# Multichannel Kondo model: Nozières–Blandin classification and the large-$K$ fixed point

## Premises and conventions

A spin $\mathbf S$ of size $S$ couples to $K$ identical channels $a=1,\dots,K$ of non-interacting electrons:

$$H=\sum_{ka\sigma}\varepsilon_k c^\dagger_{ka\sigma}c_{ka\sigma}+J\,\mathbf S\cdot\mathbf s,\qquad \mathbf s=\sum_{a}\mathbf s_{0a},\qquad \mathbf s_{0a}=\tfrac12 f^\dagger_{0a\alpha}\boldsymbol\sigma_{\alpha\beta}f_{0a\beta}.$$

Here $f_{0a\sigma}=N^{-1/2}\sum_k c_{ka\sigma}$ is the normalised orbital at the impurity, $N$ is the number of $k$ states, spins are in units of $\hbar$, and $J>0$ (antiferromagnetic) is an energy. The band is flat and half filled, $|\varepsilon|<D_0$, with density of states $\rho=1/(2D_0)$ per spin and per channel on the orbital $f_0$. The model is isotropic in spin, symmetric among channels and particle–hole symmetric. The coupling is $g=\rho J$ and the scaling variable is $l=\ln(D_0/D)$ for a running cutoff $D$. With the convention $J\,\mathbf S\cdot f^\dagger\boldsymbol\sigma f$ one would have $g=2\rho J$ instead.

**Problem.** (a) Find the ground state at $J=\infty$. (b) Find the residual coupling. (c) Classify the strong-coupling point. (d) Derive the scaling equation to order $Kg^3$. (e) Find the intermediate fixed point and its exponent. (f) State the range of validity. (g) Apply the results to Fe in Au and Ag with $S=3/2$, $K=3$.

## (a) Ground state at infinite coupling

Tridiagonalising the band from $f_{0a}$ gives for each channel a chain $f_{0a},f_{1a},\dots$ with zero site energies (particle–hole symmetry) and first hopping $H_t=-t\sum_{a\sigma}(f^\dagger_{0a\sigma}f_{1a\sigma}+\text{h.c.})$, with $t$ of order $D_0$. For $J\gg t$ the cluster of the impurity and the $K$ orbitals $f_{0a}$ is diagonalised first. If the electrons have total spin $s$ and the cluster has total spin $j$,

$$E(j,s)=\tfrac J2\,[\,j(j+1)-S(S+1)-s(s+1)\,].$$

At fixed $s$ the minimum lies at the smallest $j=|S-s|$. Inserting it gives

$$E=-Js(S+1)\quad(s\le S),\qquad E=-JS(s+1)\quad(s\ge S).$$

The two branches meet at $s=S$ and both fall as $s$ grows, so the ground state has the largest spin, $s=K/2$. This requires one electron in every orbital $f_{0a}$ and a fully symmetric spin state, which is a unique multiplet. The cluster ground state is therefore a single multiplet of spin

$$j=|S-K/2| .$$

Its spin operator is written $\mathbf S'$ and its projector $P$.

## (b) Residual coupling to the rest of the band

**Form.** $PH_tP=0$, because one hop changes the cluster charge. At second order, $H_{\rm eff}=-PH_t(H_0-E_0)^{-1}H_tP$, where $H_0=J\mathbf S\cdot\mathbf s$. The two hops must be in the same channel, since $P$ needs one electron in each $f_{0a}$, and the result is bilinear in $f_{1a}$. Spin rotation allows a constant, a potential term $Vn_{1a}$ and an exchange $J'\mathbf S'\cdot\mathbf s_{1a}$. Particle–hole symmetry sets $V=0$. The value of $J'$ follows from the states with one electron on $f_{1a}$.

**Amplitude.** With one electron on each of $f_{0a}$ and $f_{1a}$, the hopping annihilates the pair triplet. It takes the pair singlet to the state with both electrons on $f_{0a}$, and to the state with both on $f_{1a}$, each with amplitude of modulus $\sqrt2\,t$. In both intermediate states channel $a$ carries no spin. The other $K-1$ electrons keep their maximal spin $s'=(K-1)/2$, which the hop does not touch. The total spin $F=j\pm\frac12$ of cluster and outer electron is conserved, so the intermediate cluster has spin $F$ and a sharp energy. Both processes have the same denominator, and

$$\delta E_\pm=-\frac{4t^2w_\pm}{\Delta_\pm},\qquad w_\pm=\langle\tfrac14-\mathbf s_{0a}\cdot\mathbf s_{1a}\rangle_{F=j\pm1/2},\qquad \Delta_\pm=E(j\pm\tfrac12,s')-E(j,\tfrac K2).$$

The operator $\mathbf S'\cdot\mathbf s_{1a}$ equals $j/2$ for $F=j+\frac12$ and $-(j+1)/2$ for $F=j-\frac12$, so

$$J'\,(j+\tfrac12)=\delta E_+-\delta E_- .$$

**Projection.** In the symmetric state $P\mathbf s_{0a}P=P\mathbf sP/K$, and the projection theorem gives $P\mathbf sP=\lambda\mathbf S'$ with

$$\lambda=\frac{j(j+1)+s(s+1)-S(S+1)}{2j(j+1)},\qquad s=\frac K2 .$$

**Case $K<2S$.** With $j=S-s$ the numerator is $-2sj$, so $\lambda/K=-1/[2(j+1)]$: the electrons are antiparallel to $\mathbf S'$. Then $w_+=(2j+1)/[4(j+1)]$ and $w_-=0$. The zero is a selection rule, since $S$ and $s'$ cannot combine to less than $S-s'=j+\frac12$. From the first branch of part (a), $\Delta_+=J(S+1)/2$. Hence

$$J'=-\frac{4t^2}{J\,(S+1)(j+1)}<0\qquad\text{(ferromagnetic)}.$$

**Case $K>2S$.** With $j=s-S$ the numerator is $2(s+1)j$, so $\lambda/K=(K+2)/[2K(j+1)]$: the electrons are parallel to $\mathbf S'$. Using $K-2j=2S$,

$$w_+=\frac{S}{2K(j+1)},\qquad w_-=\frac{K+1}{2K}.$$

The state $F=j-\frac12=s'-S$ lies on the second branch of part (a), so $\Delta_-=JS/2$. Raising the cluster spin from $j-\frac12$ to $j+\frac12$ costs a further $J(j+\frac12)$, so $\Delta_+=J(K+1-S)/2$. Hence

$$J'=\frac{4t^2}{J\,(j+\frac12)}\left[\frac{K+1}{KS}-\frac{S}{K(j+1)(K+1-S)}\right]>0\qquad\text{(antiferromagnetic)}.$$

The sign holds for all $K>2S$, because $w_+<\frac14<w_-$ and $\Delta_-<\Delta_+$.

**Case $K=2S$.** Now $j=0$ and $\mathbf S'=0$. Only $F=\frac12$ exists, with $w=\frac14$ and $\Delta=J(S+1)/2$, so the second order is a constant shift $-2t^2/[J(S+1)]$ per channel.

**Dimensionless form.** The local Green functions of the full and the shortened chain obey $G_0(z)=1/[z-t^2G_1(z)]$. At the Fermi level $G_0=-i\pi\rho$, so $G_1=-1/(t^2G_0)=-i/(\pi\rho t^2)$ and $\rho_1=1/(\pi^2\rho t^2)$. Writing $J'=c\,t^2/J$,

$$g'=\rho_1J'=\frac{c}{\pi^2 g},$$

which is small when $g$ is large.

## (c) Classification

Near $J=\infty$ the system is again a $K$-channel Kondo model, with spin $j$ and weak coupling $g'$. The leading scaling equation, derived in part (d), does not depend on the spin size: $dg'/dl=g'^2$, with solution $g'(l)=g_0'/(1-g_0'l)$.

**Underscreened, $K<2S$.** Here $g_0'<0$ and $g'\to-1/l\to0$. The strong-coupling point is stable, the perturbation being marginally irrelevant. A spin $S-K/2$ survives, with entropy $k_B\ln(2S-K+1)$ at $T\to0$ and corrections that vanish only as powers of $1/\ln T$.

**Overscreened, $K>2S$.** Here $g_0'>0$ grows, so $g=\infty$ is unstable. The point $g=0$ is unstable as well, since $dg/dl=g^2$. A flow that leaves both ends must stop in between, and the simplest possibility is one stable fixed point at finite coupling.

**Exactly screened, $K=2S$.** The cluster is a non-degenerate singlet with a gap of order $J$, so no impurity operator is left. What remains is $K$ free chains without their first site. In a uniform chain the standing waves change from $\sin k(n+1)$ to $\sin kn$, a phase shift of modulus $k$, which is $\pi/2$ at half filling, for each spin and channel. On a long chain the ladder of one-electron levels is likewise displaced by half a spacing, because a particle–hole symmetric chain has a zero mode for an odd number of sites and none for an even number. A local fermion has $\langle f(\tau)f^\dagger\rangle\propto1/\tau$ and dimension $\frac12$. A local operator of dimension $x$ has scaling eigenvalue $1-x$, as it is integrated over time only. The bilinears $f_1^\dagger f_1$ of dimension 1 are excluded by the spin, channel and particle–hole symmetries. The leading allowed terms, a changed hopping (a bilinear with one energy derivative) and four-fermion interactions, have dimension 2 and eigenvalue $-1$. The point is stable and is a local Fermi liquid: zero residual entropy, heat capacity linear in $T$, and a resistivity that leaves its $T=0$ value as $T^2$.

This is the classification of Nozières and Blandin (1980).

## (d) Scaling equation at weak coupling

Remove the states with $D-\delta D<|\varepsilon|<D$, keeping $\rho$ fixed, so that $\delta l=\delta D/D$. Each shell holds $\rho\,\delta D$ states per spin and channel. The vertex for $k'\beta\to k\alpha$ is $\frac J2S^\mu\sigma^\mu_{\alpha\beta}$, summed over $\mu=x,y,z$.

**Order $g^2$.** An electron scattered into the upper shell and back has denominator $-D$ and contributes $-\frac{J^2}4\rho\,\delta l\;S^\mu S^\nu\sigma^\mu\sigma^\nu$. In the second process an electron from the lower shell is first lifted into the outgoing state and the incoming electron then fills the hole. The denominator is again $-D$, the order of the Pauli matrices is reversed relative to the impurity operators, and reordering $c_{k'\beta}c^\dagger_{k\alpha}$ gives a minus sign. The contribution is $+\frac{J^2}4\rho\,\delta l\;S^\mu S^\nu\sigma^\nu\sigma^\mu$. With $[\sigma^\mu,\sigma^\nu]=2i\epsilon^{\mu\nu\kappa}\sigma^\kappa$ and $\epsilon^{\mu\nu\kappa}S^\mu S^\nu=iS^\kappa$, the sum is

$$-\tfrac{J^2}4\rho\,\delta l\;S^\mu S^\nu[\sigma^\mu,\sigma^\nu]=+\tfrac{J^2}{2}\rho\,\delta l\;\mathbf S\cdot\boldsymbol\sigma .$$

Thus $\delta g=g^2\delta l$. The electron stays in its channel, so no factor $K$ appears, and $S$ drops out.

**Order $Kg^3$.** A factor $K$ needs a closed electron loop. Let $V=\mathbf b\cdot\mathbf S$ be the coupling of the impurity to a slow field, here $\mathbf b=J\mathbf s$ of the low-energy electrons. The impurity emits a particle–hole pair of energy $\omega=\varepsilon+\varepsilon'$ through $JS^\mu s^\mu$ and reabsorbs it through $JS^\nu s^\nu$. The spin trace is $\frac14{\rm tr}\,\sigma^\mu\sigma^\nu=\frac12\delta^{\mu\nu}$ per channel. If $V$ acts while the pair is present, the two denominators give $S^\mu VS^\mu/\omega^2$. The normalisation of the dressed states gives $-\frac12\{S^\mu S^\mu,V\}/\omega^2$. Either the particle or the hole lies in a shell, so the sum over pairs is

$$\frac K2J^2\rho^2\cdot2\,\delta D\int_0^D\frac{d\varepsilon}{(D+\varepsilon)^2}=\frac K2g^2\,\delta l .$$

Commuting once, $S^\mu S^\nu S^\mu=[S(S+1)-1]S^\nu$, so the spin factor is $[S(S+1)-1]V-S(S+1)V=-V$, for any $S$. Therefore

$$\delta V=-\gamma V\,\delta l,\qquad\gamma=\frac K2g^2,$$

and $\delta g=-\frac K2g^3\delta l$. Collecting both orders,

$$\boxed{\frac{dg}{dl}=\beta(g)=g^2-\frac K2g^3+\dots}$$

Third-order terms without a loop carry no factor $K$. That they add no further $g^3$ term is a standard result, quoted here. It enters the prefactor of $T_K$ at finite $K$ but not the large-$K$ results. The two coefficients do not depend on the cutoff scheme: under $\tilde g=g+pg^2$ one has $d\tilde g/dl=(1+2pg)\beta=g^2+(2p-\frac K2)g^3+\dots$, which equals $\tilde g^2-\frac K2\tilde g^3$ up to fourth order.

## (e) Intermediate fixed point

**Position and exponent.** $\beta(g^*)=0$ gives $g^*=2/K$. The slope is

$$\beta'(g^*)=2g^*-\tfrac{3K}2g^{*2}=\frac4K-\frac6K=-\frac2K .$$

The fixed point attracts from both sides, $g-g^*\propto e^{-2l/K}=(D/D_0)^{\Delta}$ with irrelevant exponent $\Delta=2/K$. The value of $g^*$ depends on the scheme, while the slope at a zero of $\beta$ is unchanged by any smooth invertible change of $g$.

**Control.** A term of $\beta$ with $m$ loops and $n$ vertices scales as $K^mg^n$. Each loop needs at least two vertices because ${\rm tr}\,\sigma^\mu=0$, and the open line needs one, so $n\ge2m+1$, and also $n\ge2$. At $g\sim1/K$ the term is of order $K^{m-n}$. Only $(m,n)=(0,2)$ and $(1,3)$ reach $K^{-2}$. The next terms, $g^3$, $Kg^4$ and $K^2g^5$, are of order $K^{-3}$. At fixed $S$ the results are thus exact to leading order in $1/K$, and $K>2S$ then holds, so this is the fixed point that part (c) requires.

**Crossover.** With $a=K/2$,

$$\frac1{g^2(1-ag)}=\frac1{g^2}+\frac ag+\frac{a^2}{1-ag},$$

so that $-1/g+a\ln[g/(1-ag)]-l$ is constant along the flow for $g<g^*$. This defines the invariant scale

$$k_BT_K=D\left[\frac{g}{1-Kg/2}\right]^{K/2}e^{-1/g}.$$

Setting $u=g^*/g-1$ turns this into $ue^u=(g^*/e)(D/k_BT_K)^{2/K}$. With the Lambert function $W$, and the flow stopped at $D\simeq k_BT$,

$$g(T)=\frac{g^*}{1+W\!\left[(g^*/e)(T/T_K)^{2/K}\right]}\;\to\;g^*\left[1-\frac{g^*}{e}\Big(\frac T{T_K}\Big)^{2/K}\right]\quad(T\ll T_K).$$

**Consequences.** Since $g$ stays small, the scattering rate is the Born value $\propto g^2S(S+1)$, and the impurity resistivity falls from its $T=0$ value as $T^{2/K}$. The result $\delta V=-\gamma V\delta l$ holds for any field coupled to $\mathbf S$, so $\mathbf S$ has dimension $\gamma(g^*)=2/K$. Then $\langle S^z(\tau)S^z\rangle\propto\tau^{-4/K}$, and its integral up to $\hbar/k_BT$ gives a local susceptibility $\propto T^{4/K-1}$. Neither power law is that of a Fermi liquid.

**Channel asymmetry.** For unequal couplings the loop sums over channels, $dg_a/dl=g_a^2-\frac12g_a\sum_bg_b^2$. At $g_a=2/K$ the Jacobian is $\frac2K\delta_{ab}-\frac4{K^2}$. The uniform direction has eigenvalue $-2/K$ and the $K-1$ traceless directions have $+2/K$. Channel asymmetry is relevant, as is a field on the impurity, with eigenvalue $1-2/K$.

## (f) Range of validity

1. Parts (a) to (c) are a local stability analysis at $J\gg D_0$, valid for all $K$ and $S$. That a weak bare coupling flows to $g=\infty$ for $K\le2S$, with no fixed point in between, is not proved by it. The Bethe-ansatz solution (Andrei and Destri, 1984) supports this flow.

2. The truncated $\beta$ has a zero at $2/K$ for every $K$ and $S$, since it does not contain $S$. The zero is physical only where the omitted terms are small. Their dependence on $S$ can be gauged by freezing $S^z=S$: an electron then sees a potential $\pm JS/2$ with $|\tan\delta|=\eta\equiv\pi gS/2$, and the Born expansion needs $\eta\ll1$. At the fixed point $\eta^*=\pi S/K$. The conditions are $K\gg1$ and $K\gg\pi S$. For $K=2S$, $\eta^*=\pi/2$ whatever $K$ is, so the zero is never controlled there.

3. Two results of the conformal field theory of Affleck and Ludwig (1991), quoted without proof, give the size of the corrections. For $K>2S$ the exact exponent is $\Delta=2/(K+2)$, so $2/K$ is too large by the factor $1+2/K$, which is 10 per cent at $K=20$. For $K\ge2S$ the residual entropy is
$$S_{\rm imp}=k_B\ln\frac{\sin[\pi(2S+1)/(K+2)]}{\sin[\pi/(K+2)]}=k_B\left[\ln(2S+1)-\frac{2\pi^2S(S+1)}{3K^2}+\dots\right].$$
It is non-zero for $K>2S$. At $K=2S$ the two sines are equal and it vanishes, as part (c) requires.

4. The formula for $T_K$ needs $g_0\ll1$ at $D=D_0$. The omitted $g^4$ terms change $T_K$ by a factor $1+O(g_0)$, and the band shape and the operational definition of $T_K$ change it by a factor of order one.

5. The model assumes isolated impurities (inter-impurity exchange below $k_BT_K$), a rigid spin $S$ without orbital moment, and single-ion anisotropy below $k_BT_K$. The overscreened point also needs exact channel symmetry. The exactly screened point survives unequal positive $J_a$, because its ground state is a gapped singlet. Potential scattering is marginal and moves the phase shift away from $\pi/2$.

## (g) Fe in Au and Ag as $S=3/2$, $K=3$

The assignment $S=3/2$, $K=3$ is an assumed model, the one favoured by Costi and co-workers (2009). It is natural: three half-filled impurity orbitals aligned by Hund's coupling give $S=K/2$, each orbital exchanging with the conduction channel of its own symmetry. The three channels are assumed equivalent.

**Strong coupling.** For $s=3/2$ the levels $j=0,1,2,3$ lie at $-\frac{15}4J,\,-\frac{11}4J,\,-\frac34J,\,+\frac94J$. The two $s=\frac12$ doublets of three electrons give at best $-\frac54J$, and emptying one orbital gives $s'=1$ and $-\frac52J$. The singlet is separated by $J$ from the first spin excitation and by $\frac54J$ from the first charge excitation, and the second-order shift is $-\frac45t^2/J$ per channel. Changing $K$ by one at $S=3/2$ changes the class:

| $K$ | $j$ | $J'$ in units of $t^2/J$ | strong-coupling point | $S_{\rm imp}(0)/k_B$ |
|---|---|---|---|---|
| 2 | 1/2 | $-16/15=-1.07$ | stable, free spin 1/2 | $\ln2=0.69$ |
| 3 | 0 | none | stable singlet | 0 |
| 4 | 1/2 | $64/21=3.05$ | unstable | $\ln\sqrt3=0.55$ |

**Weak coupling.** The half-bandwidth is assumed to be $D_0=5.5$ eV $=8.81\times10^{-19}$ J for both hosts, a typical free-electron Fermi energy, so $D_0/k_B=6.38\times10^4$ K. Typical Kondo temperatures are of order 1 K for Fe in Au and 5 K for Fe in Ag. The bare couplings $g_0$ below are assumed values, chosen to reproduce these scales, so the last row is a calibration of the model and not a prediction.

| quantity | Au host | Ag host |
|---|---|---|
| $g_0$ (assumed) | 0.122 | 0.145 |
| $J=2D_0g_0$ ($10^{-19}$ J) | 2.15 | 2.56 |
| $\eta=\pi g_0S/2$ | 0.29 | 0.34 |
| $(D_0/k_B)\,e^{-1/g_0}$ (K) | 18 | 65 |
| $[g_0/(1-\frac32g_0)]^{3/2}$ | 0.058 | 0.080 |
| model $T_K$ (K) | 1 | 5 |

The cubic term lowers the one-loop scale by more than an order of magnitude. The factor $(1-\frac32g_0)^{-3/2}$, equal to 1.35 and 1.44, is of the same order in $g_0$ as the omitted terms, so $T_K$ carries one figure.

**The apparent fixed point.** For $K=3$ the truncated equation gives $g^*=0.67$ and $\Delta=0.67$. Along its solution:

| $T/T_K$ | $g(T)$ | $Kg/2$ | $\eta$ |
|---|---|---|---|
| 100 | 0.28 | 0.42 | 0.67 |
| 10 | 0.41 | 0.62 | 0.97 |
| 1 | 0.56 | 0.83 | 1.31 |

The parameter $\eta$ reaches unity near $10\,T_K$, well before $g^*$ is approached, and $\eta^*=1.57$. The leading large-$K$ entropy drop would be $2.74\,k_B$, about twice the whole free-spin entropy $k_B\ln4=1.39\,k_B$. The zero at $g^*=2/3$ is therefore an artefact of the truncation. Even for an overscreened $S=\frac12$ with $K=3$ the exact exponent is 0.40 against 0.67.

**Result.** The model has $K=2S$ and flows to the singlet Fermi liquid, with phase shift $\pi/2$ in three channels and $T^2$ corrections to the resistivity below $T_K$. The entropy released on cooling through $T_K$ is $R\ln4=11.5$ J mol$^{-1}$ K$^{-1}$ per mole of Fe. At an assumed concentration of 100 ppm this is 1.2 mJ mol$^{-1}$ K$^{-1}$ per mole of alloy. With the compiled Debye temperature of Ag, 215 K (Wikipedia), the lattice entropy at 5 K is $\frac{4\pi^4}5R\,(T/\Theta_D)^3=8.1$ mJ mol$^{-1}$ K$^{-1}$, so in the model the impurity entropy is a minor part of the calorimetric signal of the Ag alloy at that temperature.